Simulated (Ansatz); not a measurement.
## Bi2Te3: pressure and largest V_zz against volume scale

Periodic Kohn-Sham DFT of a crystal at fixed atoms, scaled to volume_scale times the given cell; pressure positive in compression, energy less spherical unpolarised free atoms, largest_vzz the field gradient of largest size among the nuclei. The results are calculated, by Ansatz 0.2.0.

The cell before it is scaled or strained (space group R-3m, No. 166):
```
CELL_PARAMETERS angstrom
2.19300 1.26610 10.16570
-2.19300 1.26610 10.16570
0.00000 -2.53230 10.16570
ATOMIC_POSITIONS crystal
Bi 0.40000 0.40000 0.40000
Bi 0.60000 0.60000 0.60000
Te 0.00000 0.00000 0.00000
Te 0.20950 0.20950 0.20950
Te 0.79050 0.79050 0.79050
```

Settings of every row: method all-electron PAW; functional PBEsol; relativity scalar; k mesh 7x7x7; filling fermi-dirac; smearing width 0.08 eV; nucleus gaussian.

Atom start moment: 0 on all atoms.

Limits: a layered crystal: even scaling strains the bonds within the layers, so this curve is stiffer than the crystal under pressure; field gradient without spin-orbit coupling on heavy atoms; no spin-orbit coupling on heavy atoms; small gap, it may come from the mesh.

| row | volume scale | V (Å³/atom) | pressure (GPa) | largest V_zz (1e21 V/m^2) |
| --- | --- | --- | --- | --- |
| 1 | 0.94 | 31.839 | 3.04 | 9.754 |
| 2 | 0.96 | 32.517 | 1.695 | 9.756 |
| 3 | 0.98 | 33.194 | 0.493 | 9.753 |
| 4 | 0.99 | 33.533 | ? | ? |
| 5 | 1 | 33.871 | -0.582 | 9.747 |
| 6 | 1.01 | 34.21 | -1.075 | 9.742 |
| 7 | 1.02 | 34.549 | -1.541 | 9.736 |
| 8 | 1.04 | 35.227 | -2.398 | 9.722 |
| 9 | 1.06 | 35.904 | -3.163 | 9.705 |

Question: what pressure and largest V_zz should row 4 give?

Worked fit of pressure. Take u = (V_r/V)^(2/3) − 1 with V_r = 34.041 Å³ an atom, which is twice the finite (Eulerian) strain; such expansions in the strain, on which the Birch-Murnaghan equation of state is built, carry the rest volume and the bulk modulus. The shown rows have u = 0.04559, 0.03101, 0.01694, 0.00334, -0.0033, -0.00983, -0.02257, -0.0349. Least squares give pressure = −0.8319 + 74.362 × u + 223.5 × u² + 184 × u³ GPa; a parabola predicts inner rows, each left out in turn, worse (root mean square 0.0031 against 0.00081 GPa). The rows lie off it by 0.000, 0.001, 0.000, -0.001, 0.000, 0.000, 0.001, 0.000. The pressure vanishes at u = 0.0108, or V = 33.5 Å³ an atom, and there the bulk modulus at fixed shape and fractions is B = −V dP/dV = (2/3)(1 + u) dP/du = 53.4 GPa. Letting shape and atoms relax would as a rule lower it, by much in layered, chain or molecular crystals. The withheld row has u = 0.01007, so the fit gives −0.8319 + 74.362 × (0.01007) + 223.5 × (0.01007)² + 184 × (0.01007)³ = -0.060 GPa.

The calculation gave -0.06 GPa. The fit meets it to the printed digit.

Worked fit of largest V_zz. Take t = volume scale − 1. The shown rows have t = -0.06, -0.04, -0.02, 0, 0.01, 0.02, 0.04, 0.06. Least squares give largest V_zz = 9.7466 − 0.414 × t − 4.76 × t² 1e21 V/m^2; a straight line predicts inner rows, each left out in turn, worse (root mean square 0.0055 against 0.00046 1e21 V/m^2). All shown rows lie on it to the printed digit. The withheld row has t = -0.01, so the fit gives 9.7466 − 0.414 × (-0.01) − 4.76 × (-0.01)² = 9.750 1e21 V/m^2.

The calculation gave 9.75 1e21 V/m^2. The fit meets it to the printed digit.
